Q: I have to treat complexes in which a selenium hydride binds to an amine, and I ran the smallest one, H3N with H2Se, through fifteen methods. In a triple-zeta basis MP2 comes closer to the reference than CCSD(T), and a meta-GGA beats both. How do I choose a level from that?

A: Begin with what is being computed. The structure has one Se-H···N hydrogen bond with H2Se as donor, H···N 2.10 Å at an angle of 178°. Every row is evaluated on this one PBE0-D4 structure, and the density-functional runs I looked at (PBE, PBE0, r2SCAN) are restricted closed-shell singlets.

The complex of H3N with H2Se in the gas phase, computed with Ansatz 0.2.0 in the def2-TZVPPD basis on PBE0-D4/def2-TZVP structures, with frozen cores but Se 3d correlated. Interaction energies are counterpoise-corrected (negative binds). The reference, -3.08 kcal/mol, is an estimate of CCSD(T) at the basis-set limit, as a rule made by a focal-point scheme: Hartree-Fock and MP2 correlation extrapolated from triple and quadruple zeta, plus CCSD(T) less MP2 from triple zeta alone.

```
   method            class  exact exchange, short range (%)  exact exchange, long range (%)  interaction (kcal/mol)  interaction less reference (kcal/mol)  superposition error (kcal/mol)  deformation (kcal/mol)
   PBE-D4              GGA                                0                               0                   -4.36                                  -1.27                            0.18                    0.01
revPBE-D4              GGA                                0                               0                   -3.64                                  -0.55                            0.19                    0.01
  BLYP-D4              GGA                                0                               0                   -3.38                                  -0.30                            0.19                   -0.03
r2SCAN-D4         meta-GGA                                0                               0                   -3.62                                  -0.54                            0.16                    0.16
   B97M-V         meta-GGA                                0                               0                   -2.99                                   0.09                            0.16                    0.20
  PBE0-D4    global hybrid                               25                              25                   -3.95                                  -0.87                            0.15                    0.13
 B3LYP-D4    global hybrid                               20                              20                   -3.35                                  -0.27                            0.16                    0.08
 HSE06-D4  screened hybrid                               25                               0                   -3.97                                  -0.89                            0.15                    0.13
  wB97X-V  range-separated                               17                             100                   -2.88                                   0.20                            0.15                    0.16
  wB97M-V  range-separated                               15                             100                   -2.80                                   0.28                            0.18                    0.17
   B2PLYP    double hybrid                               53                              53                   -2.47                                   0.61                            0.34                    0.16
       HF     Hartree-Fock                              100                             100                   -0.02                                   3.07                            0.13                    0.21
      MP2    wave function                              n/a                             n/a                   -2.94                                   0.14                            0.78                    0.28
     CCSD    wave function                              n/a                             n/a                   -1.98                                   1.10                            0.70                    0.21
  CCSD(T)    wave function                              n/a                             n/a                   -2.43                                   0.65                            0.76                    0.19
```

"Interaction" is the energy of the pair less the energies of the two fragments, each frozen in its shape in the pair and computed in the full basis of the pair (counterpoise). "Interaction less reference" is the error against this estimated limit of -3.08 kcal/mol, so a negative error means overbinding, and any error of the estimate itself enters every row alike. "Superposition error" is the corrected value less the uncorrected one, and "deformation" is the cost of bending the free fragments into their shape in the pair. The two exchange columns are the defined shares of exact exchange, in whole per cent. All energies below are in kcal/mol, and a difference of two entries is good to about 0.01.

Q: Hartree-Fock gives -0.02. I learned that a hydrogen bond is mostly electrostatic.

A: The row shows a net value, and HF supplies 0.6 % of the reference. Electrostatics and induction are in HF, and so is the exchange repulsion of the overlapping closed shells. At this distance they cancel. The reason is standard chemistry: selenium is hardly more electronegative than hydrogen, so the Se-H bond is weakly polar, while the selenium atom is large and polarisable. The net binding is then left to correlation, which means dispersion and also the change that correlation makes to the dipoles and sizes of the fragments. HF at its own, longer minimum would bind somewhat, so -0.02 belongs to this geometry.

That lets you guess the neighbours. With a more polar donor such as an O-H bond, HF keeps a larger share and the treatment of correlation matters less in proportion. With a heavier, softer donor everything below should matter more.

Q: Then why is CCSD(T) wrong by 0.65, or 21 % of the reference, when MP2 is wrong by 0.14?

A: Write each error as a sum:

error = method error + basis error

The reference is an estimate of the CCSD(T) limit. The outputs I looked at do not show how it was made, but as a rule it is assembled as

E(ref) = E(MP2, limit) + [E(CCSD(T)) − E(MP2)] in triple zeta

The first term is Hartree-Fock and MP2 correlation extrapolated from triple and quadruple zeta, and the bracket comes from triple zeta alone. If that triple zeta is the basis of the table, the bracket is −2.43 − (−2.94) = +0.51, so the extrapolated MP2 limit is −3.08 − 0.51 = −3.59. The basis error of MP2 is then −2.94 − (−3.59) = +0.65, and its method error is −0.51. The two add to the +0.14 in the table. MP2 looks good because an overbinding method was run in a basis that underbinds. CCSD(T) has no method error by definition, so its 0.65 counts as basis error. But it is the basis error of MP2 carried over: whatever the coupled-cluster step would still change beyond triple zeta is left out. This is book-keeping that follows from how such a reference is as a rule built, and it cannot confirm the reference.

If CCSD has the same basis error, as the scheme assumes for CCSD(T), its limit is −2.63 and the remaining 0.45 is the triples step seen directly between the last two rows, 15 % of the reference. Theory accounts for the sequence: MP2 builds dispersion from uncoupled Hartree-Fock responses and tends to overshoot for soft fragments, CCSD takes back 0.96, and the triples restore 0.45. Stopping at CCSD buys an expensive number whose method error is about as large as that of MP2, with the other sign.

Q: Why is the basis so much worse for these methods than for the functionals?

A: A correlated wave function has a cusp where two electrons meet, and products of orbitals describe it slowly, with a remainder that falls about as X⁻³ in the cardinal number X of the basis. HF and the functionals need only the occupied orbitals, which converge much faster. The superposition column shows a related symptom. It averages 0.75 for the three wave-function rows and 0.17 for the ten functionals with a dispersion term, a ratio of 4.5. A fragment whose correlation is badly described gains much from borrowing its partner's functions.

The cusp is not the whole of it. These runs also correlate the filled 3d shell of selenium, for which def2-TZVPPD, a valence basis, has few suitable functions. That shell borrows too, so a sizeable part of the 0.75 belongs to this setting and shrinks when the shell is frozen.

If HF is taken as converged, triple zeta holds 82 % of the correlation binding of MP2. The X⁻³ law would leave 0.65 × 27/64 = 0.27 at quadruple zeta and 0.14 at quintuple zeta. Those two are rough, since the def2 sets are not built as a regular sequence and the limit behind the 0.65 is as a rule itself extrapolated from triple and quadruple zeta, but they say that enlarging the basis of CCSD(T) by one step is a poor bargain against extrapolating MP2.

Q: Without counterpoise CCSD(T) gives −2.43 − 0.76 = −3.19, only 0.11 from the reference. Should I drop the correction?

A: No, but report both. The corrected and uncorrected values enclose the estimated limit, for CCSD(T) and also for MP2, whose uncorrected value is 0.13 below its own extrapolated limit. Counterpoise removes the false gain from borrowed functions and does nothing for the true intermolecular correlation that the basis cannot hold. Here the false gain happens to be slightly larger than the missing part, as far as the estimate can tell: an error of little more than 0.1 in the extrapolation or in the triple-zeta step could undo that. That is one complex in one basis with the selenium 3d shell correlated. The false gain includes what that shell borrows, so with it frozen the two values need not enclose the limit. Applying half the correction does worse than none in this case and leaves CCSD(T) 0.27 too weak. For the seven D4 rows, dropping the correction makes every error larger. The useful reading is that a gap of 0.7 to 0.8 between the two values tells you the calculation is not converged to better than several tenths.

Q: B2PLYP sits on the highest rung of the functionals and underbinds by 0.61. Is 53 % exact exchange too much?

A: The table cannot pin it on exchange, because this row alone among the functionals has no dispersion term, and it also inherits a basis problem. The second point can be checked with no fitted constant. B2PLYP mixes exact and Becke exchange 53 to 47 and adds 27 % of an MP2-like correlation energy. If the superposition error s adds in the same way, with the correlation part taken as MP2 less HF,

s(B2PLYP) ≈ 0.53 s(HF) + 0.47 s(BLYP) + 0.27 [s(MP2) − s(HF)]

= 0.53 × 0.13 + 0.47 × 0.19 + 0.27 × 0.65 = 0.069 + 0.089 + 0.176 = 0.334

The table has 0.34, which agrees to within the rounding of the inputs. The B2PLYP row was not used to get this. Since s(HF) and s(BLYP) differ by only 0.06, the test bears on the 27 % term and hardly on the exchange mix, and it concerns the superposition error, a symptom of the basis problem rather than the basis error itself. The model ignores that B2PLYP has its own orbitals, so some of the agreement may be luck, and the 0.65 here equals the basis error above only by coincidence.

Carrying the same 0.27 over to the basis error gives roughly 0.18 of the 0.61, which leaves about 0.4. Theory points to dispersion: LYP correlation is semilocal and has no long-range tail, so only about a quarter of the MP2 tail is present. That assignment is argued, and some of the remainder may well come from exchange. In practice a double hybrid needs its dispersion term and a basis chosen as for MP2.

Q: Among the cheaper functionals PBE-D4 is the worst, 41 % overbound, and PBE0-D4 cuts the error from 1.27 to 0.87. That looks like delocalisation error cured by exact exchange.

A: It is a reasonable candidate. A semilocal functional puts the nitrogen lone pair too high and the Se-H σ* orbital too low, and so overrates donation from one to the other. The bound Se-H bond is 1.49 Å against 1.47 Å for the other one, a small stretch of the sign that such donation gives; the structure is shared by all rows, so it does not show which functional overrates the effect. But two things limit the inference from your pair. The D4 term changes with the functional: for the whole complex it is −1.43 with PBE and −1.23 with PBE0. These include terms within each fragment, so the change in the intermolecular part is not known; the damped terms between bonded neighbours change with the functional too, so 0.20 is best read as a ceiling, at most about half of the 0.41 step and probably much less. And the same move in the other family does almost nothing: BLYP-D4 to B3LYP-D4 (the VWN-RPA form) is 0.03 for 20 % exact exchange. That is a net figure: B3LYP is given a weaker D4 term than BLYP, so without dispersion the hybrid would probably bind more, not less.

I fitted the error of the ten functionals with a dispersion term by least squares, leaving out B2PLYP and HF because they have none. A straight line in the short-range share explains nothing: the scatter stays at 0.48 rms, as without a fit. A line in the long-range share reaches 0.37, but it hangs on the two rows at 100 % and misses B97M-V, which has no exact exchange, by 0.70. One comparison leans against it too. PBE0 and HSE06 share the short range and differ by 25 % at long range, and their energies differ by 0.02, barely above rounding. It is a weak test: HSE06 (here the form usual in plane-wave codes) screens gently and keeps a good part of its exact exchange across this contact, while the two range-separated rows are close to full exchange there. The long-range and short-range lines, in that order, miss the omitted B2PLYP by 0.79 and 1.01 and HF by 2.87 and 3.46.

Q: What orders the rows, then?

A: Two group means do better than either line with as many constants: −0.67 for the seven D4 rows, which all overbind, and +0.19 for the three VV10 rows (names ending in -V), which all underbind. The scatter falls to 0.28, and PBE-D4 is still missed by 0.60. This sorts the rows without naming a cause, since the VV10 rows are also exactly the B97-type functionals whose parameters were fitted together with their dispersion term.

The larger lever seems to be the semilocal form. At zero exact exchange the rows span 1.37 of the 1.56 spanned by all ten. PBE to revPBE weakens the binding by 0.72, and PBE to BLYP by 0.98. Theory has a mechanism. Between the molecules the density is low and its reduced gradient large. The exchange enhancement of PBE levels off early there, which gives too little repulsion between closed shells, while revPBE and Becke exchange rise further and are more repulsive. D4 is fitted to fill what each leaves, so the steps are net effects. This would also make sense of the two hybrid steps: replacing soft PBE exchange by exact exchange adds repulsion, and replacing stiff Becke exchange need not. I offer that last link as a plausible reading only.

One row limits the blame on D4. Removing the entire D4 energy of r2SCAN, −0.39, leaves −3.23, still beyond the estimated limit, so that functional probably overbinds here on its own. For PBE the same exercise gives −2.93 and settles nothing.

Q: So B97M-V, with an error of 0.09, is the one to use?

A: It is good here, and the three VV10 rows lie within 0.3 with or without counterpoise. I would not rank them. The 0.09 is smaller than that row's superposition error of 0.16, and without the correction the three errors become −0.07, +0.05 and +0.10, so wB97X-V leads. The reference is itself an estimate, as a rule with Hartree-Fock and MP2 extrapolated from triple and quadruple zeta and the coupled-cluster step from triple zeta alone, so its own error may be as large as 0.09. The structure comes from a functional that overbinds, so the contact is probably a little short. Spin-orbit coupling is absent from all rows and from the reference; for closed shells it should largely cancel. Over the ten functionals with a dispersion term the mean absolute error for this pair is 0.53, which is a more cautious figure to plan with than 0.09 before you have a benchmark.

Q: And the negative deformation of BLYP-D4?

A: It comes from the borrowed structures. The fragments are not at BLYP minima, and GGAs favour longer bonds, so stretching Se-H can lower their energy. That fits the three GGA rows lying within 0.03 of zero while all others pay 0.08 to 0.28. It is no physical stabilisation. Add the deformation when you want binding from relaxed fragments; for HF the sum turns positive, +0.19.

Q: What accuracy do I need, and what do I pay?

A: An error δ in a binding energy multiplies (overbinding) or divides (underbinding) an equilibrium constant by exp(|δ|/RT), with RT = 0.592 at 298 K. For PBE-D4 that is exp(1.27/0.592) = 8.5. This measures sensitivity only, since these are electronic energies without zero-point motion or entropy.

To learn whether the pair binds and roughly how strongly, 1 kcal/mol will do, and all rows pass except PBE-D4, CCSD and HF. But 1 is a third of this bond. To hold a constant within a factor of about 1.7 you need 0.3. BLYP-D4 (on the edge), B3LYP-D4, the three VV10 rows and MP2 pass, the last by cancellation. Only B97M-V falls inside 0.1, and for the reasons above that is not to be relied on. Such a target calls for at least the composite scheme, and since that scheme as a rule extrapolates MP2 from no more than quadruple zeta and takes its 0.51 step from triple zeta alone, even that is not shown to be good to 0.1.

For cost, formal scaling is enough. Doubling the system multiplies the work by about 8 for a GGA, 16 for a hybrid or HF, 32 for MP2, 64 for CCSD and 128 for the triples. With 156 virtual orbitals and about 13 correlated occupied ones (my count, freezing nitrogen 1s and the argon core of selenium), the bare operation counts are near 10¹⁰ for MP2, 10¹¹ for each CCSD iteration and 10¹² for the triples, without prefactors. By these counts all three grow about as the fourth power of the basis size, but the coupled-cluster steps start ten to a hundred times higher, so the large basis belongs on MP2 and the coupled-cluster step stays in the small one. The table also shows where money buys next to nothing for this pair: going from BLYP to B3LYP, or from a good meta-GGA to a double hybrid without dispersion.

For your series, compute the composite limit for the smallest two or three members, and keep the cheapest dispersion-corrected functional whose error stays inside your target on all of them, both with and without counterpoise.
